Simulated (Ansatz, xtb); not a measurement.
# Relative energy of two isomers of C4H7BO3

Structure a: `OB(O)C1=COCC1`, a singlet. Structure b: `COB1OC=CCO1`, a singlet. Both are isolated molecules in the gas phase, relaxed with B3LYP/def2-SVP; the shapes shown needn't be the lowest conformers.

a (Å):

```json
{"atom": "C", "x (Å)": "0.4863", "y (Å)": "0.0252", "z (Å)": "1.1657"}
{"atom": "C", "x (Å)": "1.3759", "y (Å)": "-0.7215", "z (Å)": "1.8512"}
{"atom": "C", "x (Å)": "-0.4825", "y (Å)": "-1.0020", "z (Å)": "3.1035"}
{"atom": "C", "x (Å)": "-0.8418", "y (Å)": "-0.0888", "z (Å)": "1.9053"}
{"atom": "B", "x (Å)": "0.7794", "y (Å)": "0.8239", "z (Å)": "-0.1211"}
{"atom": "O", "x (Å)": "-0.2534", "y (Å)": "1.5288", "z (Å)": "-0.6929"}
{"atom": "O", "x (Å)": "2.0535", "y (Å)": "0.7979", "z (Å)": "-0.6398"}
{"atom": "O", "x (Å)": "0.9170", "y (Å)": "-1.3460", "z (Å)": "2.9551"}
{"atom": "H", "x (Å)": "-0.0294", "y (Å)": "2.0137", "z (Å)": "-1.4956"}
{"atom": "H", "x (Å)": "2.1840", "y (Å)": "1.3128", "z (Å)": "-1.4440"}
{"atom": "H", "x (Å)": "2.4317", "y (Å)": "-0.8953", "z (Å)": "1.6347"}
{"atom": "H", "x (Å)": "-0.6020", "y (Å)": "-0.5046", "z (Å)": "4.0794"}
{"atom": "H", "x (Å)": "-1.0569", "y (Å)": "-1.9416", "z (Å)": "3.1251"}
{"atom": "H", "x (Å)": "-1.2197", "y (Å)": "0.8942", "z (Å)": "2.2330"}
{"atom": "H", "x (Å)": "-1.6297", "y (Å)": "-0.5286", "z (Å)": "1.2705"}
```

b (Å):

```xyz
15

C     2.1274   -1.3313   -1.7134
C     0.5009    2.0502    1.2338
C    -0.6696    1.4335    1.4274
C    -0.9752    0.1177    0.7706
B     1.2583    0.3501   -0.2071
O     2.2529   -0.1228   -0.9916
O     1.4931    1.5515    0.4421
O     0.0854   -0.3315   -0.0666
H     1.5408   -1.1825   -2.6366
H     3.1361   -1.6694   -1.9938
H     1.6357   -2.1179   -1.1182
H     0.7632    3.0068    1.6927
H    -1.4239    1.8866    2.0741
H    -1.1728   -0.6652    1.5283
H    -1.8927    0.1876    0.1555
```

Quicker runs give these differences E(b) − E(a): GFN2-xTB −0.811 eV; HF/STO-3G −1.342 eV (at GFN2-xTB geometries); r2SCAN-D4/def2-SVP −0.521 eV (at GFN2-xTB geometries).

Estimate E(b) − E(a) at the level CCSD(T)/def2-SVP + ΔMP2/def2-TZVPP.

Calculated at CCSD(T)/def2-SVP + ΔMP2/def2-TZVPP: E(b) − E(a) = −0.338 eV, so structure b lies lower.

The same difference at several levels:

| level | geometry | E(b) − E(a) (eV) | departure from the last row (eV) | job, with rough time for the two |
| --- | --- | --- | --- | --- |
| GFN2-xTB | GFN2-xTB | −0.811 | −0.473 | optimisation, 0.2 s |
| HF/STO-3G | GFN2-xTB | −1.342 | −1.004 | single point, 0.2 s |
| r2SCAN-D4/def2-SVP | GFN2-xTB | −0.521 | −0.183 | single point, 1.3 s |
| B3LYP/def2-SVP | B3LYP/def2-SVP | −0.659 | −0.320 | optimisation, 33 s |
| HF/def2-SVP | B3LYP/def2-SVP | −0.775 | −0.437 | part of the CCSD(T) run |
| MP2/def2-SVP | B3LYP/def2-SVP | −0.433 | −0.095 | part of the CCSD(T) run |
| CCSD(T)/def2-SVP | B3LYP/def2-SVP | −0.539 | −0.201 | single point |
| CCSD(T)/def2-SVP + ΔMP2/def2-TZVPP | B3LYP/def2-SVP | −0.338 |  | single point, 29 s |

As drawn, b has 1 C–O, 1 B–O, 2 C–H in place of 1 C–B, 1 C–C, 2 O–H. Structure a has a 5-membered ring, b a 6-membered ring.

None of the levels shown reverses the order. The largest departure from CCSD(T)/def2-SVP + ΔMP2/def2-TZVPP is that of HF/STO-3G, 1.004 eV. The last row adds to CCSD(T) the change of the MP2 difference between the two basis sets, here +0.201 eV, a large step that makes the value less sure.

With thermal terms from frequencies at re-optimised GFN2-xTB minima (ideal gas, soft modes damped towards free rotors, one conformer each, 298.15 K, 1 atm): on the last row, ΔE + ΔZPE = −0.354, ΔH = −0.349, ΔG = −0.371 eV.

The correlated steps freeze 8 core orbitals. Run with Ansatz 0.2.0, xtb 6.7.1; the last row on 4 threads of AMD EPYC 9R45 96-Core Processor (Zen 5) on a shared host.

The cyclic borate ester b lies below the boronic acid a at every level, chiefly because its boron carries three oxygens instead of two. A B–O bond is much stronger than a B–C bond, being more polar and reinforced by donation from an oxygen lone pair into the empty boron p orbital. Exchanging a C–C for a C–O bond matters less, and the loss of two strong O–H bonds in favour of C–H offsets part of the gain. Isomer a also keeps some push–pull conjugation from the ring oxygen through the C=C bond to boron.

Correlation narrows the gap, from −0.775 eV with HF to −0.539 eV with CCSD(T) in the same basis, while MP2 overshoots this correction. Thermal terms barely alter the preference. In a, both hydroxyl hydrogens point away from the ring carbon and towards each other; turning one round would probably stabilise a and reduce the difference somewhat. The energies say nothing about how readily the isomers interconvert, which would require breaking the B–C bond.
